Question

The table gives first ionisation energies (IE) of Cs to Lu from Hartree-Fock with and without relativity, small corrections to the Dirac value, and NIST reference values.

B-spline radial code 1 gives ionisation energies (IE) of spherical atoms Cs to Lu at the basis limit, as differences of self-consistent energies, from configuration-averaged Hartree-Fock: non-relativistic with a point nucleus and Dirac-Coulomb with a Fermi nucleus. The IE columns leave out Breit, QED and (non-relativistic) recoil terms. NIST values run between ground levels.

```
species   Z      configuration  ion's configuration  IE, non-rel. (eV)  IE, Dirac (eV)  IE(Dirac) − IE(non-rel.) (eV)  Breit part of IE (eV)  QED part of IE (eV)  recoil part of IE (eV)  NIST table (eV)  kind of table value  stated uncertainty (eV)
     Cs  55           [Xe] 6s1    [Kr] 4d10 5s2 5p6            3.35596         3.47727                         0.1213              -0.000461             -0.00206                       0        3.8939057             measured                  1.7e-10
     Ba  56           [Xe] 6s2             [Xe] 6s1            4.13449         4.28059                         0.1461              -0.000778             -0.00236                       0        5.2116646             measured                  1.2e-06
     La  57       [Xe] 5d1 6s2             [Xe] 5d2            3.88273         4.93403                          1.051                -0.0121              -0.0119                       0           5.5769             measured                   0.0006
     Ce  58   [Xe] 4f1 5d1 6s2         [Xe] 4f1 5d2            4.00739         5.10629                          1.099                -0.0119              -0.0124                       0           5.5386             measured                   0.0004
     Pr  59       [Xe] 4f3 6s2         [Xe] 4f3 6s1            4.30685         4.50420                         0.1974               -0.00186             -0.00289                       0           5.4702       semi-empirical                   0.0004
     Nd  60       [Xe] 4f4 6s2         [Xe] 4f4 6s1            4.35667         4.56705                         0.2104               -0.00197             -0.00302                       0            5.525             measured                   0.0006
     Pm  61       [Xe] 4f5 6s2         [Xe] 4f5 6s1            4.40448         4.62802                         0.2235               -0.00208             -0.00315                       0          5.58187             measured                    4e-05
     Sm  62       [Xe] 4f6 6s2         [Xe] 4f6 6s1            4.45071         4.68770                         0.2370               -0.00217             -0.00329                       0         5.643722             measured                  2.1e-05
     Eu  63       [Xe] 4f7 6s2         [Xe] 4f7 6s1            4.49561         4.74651                         0.2509               -0.00228             -0.00344                       0         5.670385             measured                    5e-06
     Gd  64   [Xe] 4f7 5d1 6s2     [Xe] 4f7 5d1 6s1            4.83594         5.20418                         0.3682               -0.00307             -0.00488                       0           6.1498             measured                    4e-05
     Tb  65       [Xe] 4f9 6s2         [Xe] 4f9 6s1            4.58221         4.86247                         0.2803               -0.00250             -0.00373                       0           5.8638             measured                   0.0006
     Dy  66      [Xe] 4f10 6s2        [Xe] 4f10 6s1            4.62417         4.91995                         0.2958               -0.00259             -0.00389                       0         5.939061             measured                    6e-06
     Ho  67      [Xe] 4f11 6s2        [Xe] 4f11 6s1            4.66535         4.97732                         0.3120               -0.00270             -0.00405                       0           6.0215             measured                   0.0006
     Er  68      [Xe] 4f12 6s2        [Xe] 4f12 6s1            4.70583         5.03466                         0.3288               -0.00284             -0.00422                       0           6.1077             measured                    0.001
     Tm  69      [Xe] 4f13 6s2        [Xe] 4f13 6s1            4.74567         5.09210                         0.3464               -0.00295             -0.00441                       0         6.184402             measured                    9e-06
     Yb  70      [Xe] 4f14 6s2        [Xe] 4f14 6s1            4.78493         5.14969                         0.3648               -0.00306             -0.00458                       0          6.25416             measured                  1.2e-05
     Lu  71  [Xe] 4f14 5d1 6s2        [Xe] 4f14 6s2            5.63314         4.33600                         -1.297                0.00973               0.0105                       0         5.425871             measured                  1.2e-05
```

(a) Rank by size what relativity, Breit, QED and the physics outside Hartree-Fock contribute, and explain the signs in the column IE(Dirac) − IE(non-rel.).
(b) A colleague prefers the non-relativistic level for Lu because it lies closer to NIST. Is that sound?
(c) Estimate what averaging over the configuration does to the IE of Eu.
(d) Advise on the level needed for the order of the elements, for 0.1 eV and for a few meV, with rough costs.

Model answer

(a) The sizes are about 1 eV for what Hartree-Fock leaves out, 0.1 to 0.4 eV for relativity when only a 6s electron leaves, 1 eV or more for relativity when the 5d count changes, up to about 0.1 eV for the coupling of 4f with 6s (that within 5d², not estimated here, may be larger), and 0.003 to 0.02 eV for Breit plus QED. Recoil is zero in every row as printed.

The configuration columns hold three processes. Cs, Ba and Pr to Yb lose 6s. La and Ce go from 5d6s² to 5d², losing two 6s electrons and gaining one 5d. Lu loses 5d. Standard theory supplies the signs. An s orbital reaches the nucleus, where the electron is fast, so relativity contracts and stabilises it. The contracted s and p shells screen the nucleus better, and 5d, kept out by its centrifugal barrier, is destabilised. Each 6s electron lost and each 5d electron gained therefore raises the IE, and each 5d electron lost lowers it. The column agrees: +0.146 eV for Ba, −1.30 eV for Lu, +1.05 eV for La. Two 6s shifts of the Ba size leave 1.05 − 0.29 = 0.76 eV for the gained 5d, which fits Lu in sign and order, though such additivity is rough. The column also contains the change from point to Fermi nucleus.

Along the 4fⁿ6s² rows the relativistic shift grows as about Z^3.6 between Pr and Yb, faster than the (Zα)² factor alone (α is the fine-structure constant). Yet 74 % of the Dirac rise from Pr to Yb is present without relativity. Its usual explanation is incomplete shielding: each added 4f electron doesn't fully cancel the added proton as seen by 6s. Gd peaks at both levels, 0.34 eV above Eu without relativity, as it should if its extra electron, sitting in the more diffuse 5d and not in 4f, shields 6s less.

The Dirac value lies below NIST in all 17 rows. Cs, Ba and Yb are the clean cases, since a closed shell or a single s electron outside one has no multiplets or fine structure to average; they are low by 0.42, 0.93 and 1.10 eV. The radial basis is at its limit, orbital relaxation is included because atom and ion are converged separately, and Breit plus QED is under 0.01 eV for them. Electron correlation is what remains, and its sign is the one theory gives: the atom has one more electron to correlate than the ion, so Hartree-Fock underbinds it. Breaking the 6s² pair can't be the whole of it. Cs has no such pair, and the second ionisation of Er in the same calculation, which removes a lone 6s electron, is 0.90 eV below its semi-empirical value. Correlation of 6s with the core must be large as well; how the total divides is untested here.

Breit and QED each oppose the relativistic shift in every row, QED being 0.8 to 1.7 % of it. They widen the gap to NIST everywhere but at Lu.

(b) It is not sound. Non-relativistic Lu is 0.21 eV above NIST and Dirac Lu 1.09 eV below, but the former is the sum of two omissions of opposite sign: 1.30 − 1.09 = 0.21 eV. Nor is the loss of 5d likely to be the cheapest one without relativity: Gd, which also has 5d6s², gives up 6s for 4.8 eV there. For 6s loss both omissions lower the IE, and the non-relativistic error is 0.5 to 1.7 eV in the other 16 rows. The step from Yb to Lu exposes the accident: −0.83 eV in NIST, −0.81 eV with Dirac, +0.85 eV without relativity. Part of the Dirac error at Lu is averaging, since the mean of the 5d fine-structure levels lies above the ground level and so lowers the computed IE.

(c) Eu goes from 4f⁷6s² to 4f⁷6s. The term and spin-orbit energies of 4f⁷ appear at both ends and are assumed to cancel. What is new in the ion is exchange between the unpaired 6s spin s and each 4f spin sᵢ,

E = −K(1/2 + 2 sᵢ·s), with K = G³/7,

where G³ is the 4f–6s exchange Slater integral. The configuration average keeps only −K/2 per pair. Summed over the shell, of total spin S, the remainder is −2K S·s, and for parallel coupling S·s = S/2:

IE(level to level) ≈ IE(average) − K·S

The Er⁺ calculation gives G³ = 0.242 eV, so K = 0.0346 eV. With the Hund spin S = 7/2, K·S = 0.121 eV. Averaging raises the IE of Eu, and removing it moves the error against NIST from −0.924 to −1.045 eV, close to the −1.104 eV of Yb, where S = 0.

Nothing was fitted; the Er⁺ integral was used for all eleven 4fⁿ6s² rows, which is an approximation away from Er, and the output below lists them. For Sm, whose 4f⁶ ground level has J = 0, K·S is an upper limit, because spin-orbit coupling in 4f resists the alignment with 6s. The spread of the errors halves, from 0.18 to 0.09 eV. The small NIST step from Sm to Eu (0.027 eV) is 0.059 eV at the Dirac level and 0.042 eV with exchange, and the step from Eu to Tb likewise closes about half of its gap. From Pr to Sm, though, exchange worsens the fit at each step: the whole rise is 0.17 eV in NIST, 0.18 eV with Dirac and 0.13 eV with K·S taken off. The numbers thus give only partial support to exchange as part of the feature at half filling and don't prove it to be all. The estimate doesn't apply to La, Ce, Gd or Lu.

(d) For the order of neighbouring elements, with the configurations taken from NIST and not found by the calculation, Dirac Hartree-Fock is the usable one of the two levels; a cheaper scalar-relativistic one wasn't tested. Dirac gives the NIST sign for 15 of 16 neighbour steps, failing at La to Ce; without relativity 12 are right, and all four failures involve La, Ce or Lu. The full ranking isn't reached: Ce comes out above Tm and Gd above Yb, against NIST. Sizes around La and Ce remain poor: Ce to Pr is −0.60 eV against −0.07 eV, the Pr reference being semi-empirical.

For absolute values to 0.1 eV, no row at either level qualifies, with or without Breit and QED; only 10 of 17 Dirac values are within 1 eV. This purpose needs correlation, including the core, on a relativistic Hamiltonian, with real levels at both ends. A cheap substitute is to shift the Dirac values by the error of Yb, which is good to 0.18 eV in the 4fⁿ6s² rows and to 0.09 eV with K·S. It leans on a measured value and misses La by 1.104 − 0.643 = 0.46 eV, and Ce and Cs by more.

For a few meV, Breit and QED are needed, since together they shift the IE by 2.5 to 24 meV, but only once correlation is that good. The self-energy of outer shells is reliable to 10 to 30 %, which leaves up to about 1.4 meV open for Yb and more than twice that for La, Ce and Lu.

Relativity is cheap here: a 4fⁿ6s² atom has 13 radial functions without it and 40 with it (20 subshells, two components), which suggests a factor of three to ten. Breit and QED are evaluated once on converged orbitals. Correlation is the dear step, since its common methods scale as the fifth to seventh power of size, and an open 4f shell multiplies the states to be coupled.

Remarks on the reasoning

Answers that fit one curve through Cs to Lu mix three processes; reading the ion's configuration first predicts the sign of the relativistic step.

The smaller Dirac errors of La and Ce (0.64 and 0.43 eV) are no sign of merit. One guess is that the 5d² average lies well above the ion's ground level and offsets the absent correlation. The second IE of Ce matches its table value far inside the stated 0.02 eV, in a process that also rearranges shells; beside Er⁺ this is best read as chance.

The size of a term in the total energy is a poor guide. Relativity lowers the energy of Ba by 6860 eV, some 47000 times its effect on the IE, because the core cancels between atom and ion. Only what changes with the removed electron counts.

Numerical output:

```
Errors = computed - NIST, eV; computed IE rounded to 0.00001 eV; x = rel/(IE non-rel*(Z alpha)^2)
atom lost      non-rel  Dirac  Dirac%  +Breit,QED  B+Q meV  QED/rel    x     K*S  Dirac-K*S
Cs  6s         -0.538  -0.417  -10.7    -0.419      -2.5  -0.0170  0.224      -       -
Ba  6s         -1.077  -0.931  -17.9    -0.934      -3.1  -0.0162  0.212      -       -
La  6s,6s>5d   -1.694  -0.643  -11.5    -0.667     -24.0  -0.0113  1.565      -       -
Ce  6s,6s>5d   -1.531  -0.432   -7.8    -0.457     -24.3  -0.0113  1.531      -       -
Pr  6s         -1.163  -0.966  -17.7    -0.971      -4.8  -0.0146  0.247  0.052  -1.018
Nd  6s         -1.168  -0.958  -17.3    -0.963      -5.0  -0.0144  0.252  0.069  -1.027
Pm  6s         -1.177  -0.954  -17.1    -0.959      -5.2  -0.0141  0.256  0.086  -1.040
Sm  6s         -1.193  -0.956  -16.9    -0.961      -5.5  -0.0139  0.260  0.104  -1.060
Eu  6s         -1.175  -0.924  -16.3    -0.930      -5.7  -0.0137  0.264  0.121  -1.045
Gd  6s (5d1)   -1.314  -0.946  -15.4    -0.954      -7.9  -0.0133  0.349      -       -
Tb  6s         -1.282  -1.001  -17.1    -1.008      -6.2  -0.0133  0.272  0.086  -1.088
Dy  6s         -1.315  -1.019  -17.2    -1.026      -6.5  -0.0132  0.276  0.069  -1.088
Ho  6s         -1.356  -1.044  -17.3    -1.051      -6.8  -0.0130  0.280  0.052  -1.096
Er  6s         -1.402  -1.073  -17.6    -1.080      -7.1  -0.0128  0.284  0.035  -1.108
Tm  6s         -1.439  -1.092  -17.7    -1.100      -7.4  -0.0127  0.288  0.017  -1.110
Yb  6s         -1.469  -1.104  -17.7    -1.112      -7.6  -0.0126  0.292  0.000  -1.104
Lu  5d          0.207  -1.090  -20.1    -1.070      20.2  -0.0081 -0.858      -       -
non-rel: mean |error| 1.206 eV, worst La 1.694, best Lu 0.207; rows within 0.1/0.5/1 eV: 0/1/2 of 17
Dirac: mean |error| 0.915 eV, worst Yb 1.104, best Cs 0.417; rows within 0.1/0.5/1 eV: 0/2/10 of 17
Dirac+Breit+QED: mean |error| 0.921 eV, worst Yb 1.112, best Cs 0.419; rows within 0.1/0.5/1 eV: 0/2/10 of 17
plain 6s loss: relativity closes 14 to 28 % of the non-rel gap
4f^n 6s2 rows, spread of error: non-rel 0.306, Dirac 0.181, Dirac-K*S 0.092 eV
G3 of Er+ 0.242 eV, K 0.0346 eV, largest K*S (Eu) 0.121 eV = 13 % of its error
step, eV:  non-rel   Dirac    NIST   Dirac-K*S
Ba to La:   -0.252    0.653    0.365        -
La to Ce:    0.125    0.172   -0.038        -
Ce to Pr:    0.299   -0.602   -0.068        -
Sm to Eu:    0.045    0.059    0.027    0.042
Eu to Gd:    0.340    0.458    0.479        -
Eu to Tb:    0.087    0.116    0.193    0.151
Yb to Lu:    0.848   -0.814   -0.828        -
Pr to Yb:    0.478    0.645    0.784    0.697
neighbour steps with the NIST sign: non-rel 12, Dirac 15 of 16
Pr to Yb rise: non-rel is 74 % of Dirac, Dirac 82 % of NIST; log slope of rel in Z 3.59
|Breit+QED|: 0.34 to 5.6 % of Dirac error; at least 7 x NIST uncertainty (Er); widens gap in 16 rows; largest |recoil| 0
no multiplet averaging: Dirac error Ba/Cs 2.23, Yb/Ba 1.19
second IE error: Er+ -0.899 eV (-7.5 %), Ce+ -0.00005 eV (table +-0.02)
Ba: relativity lowers total energy by 6860 eV, 46955 x its effect on the IE
radial functions, 4f^n 6s2 atom: non-rel 13, Dirac 20 subshells x 2 = 40
not measured: Pr
```
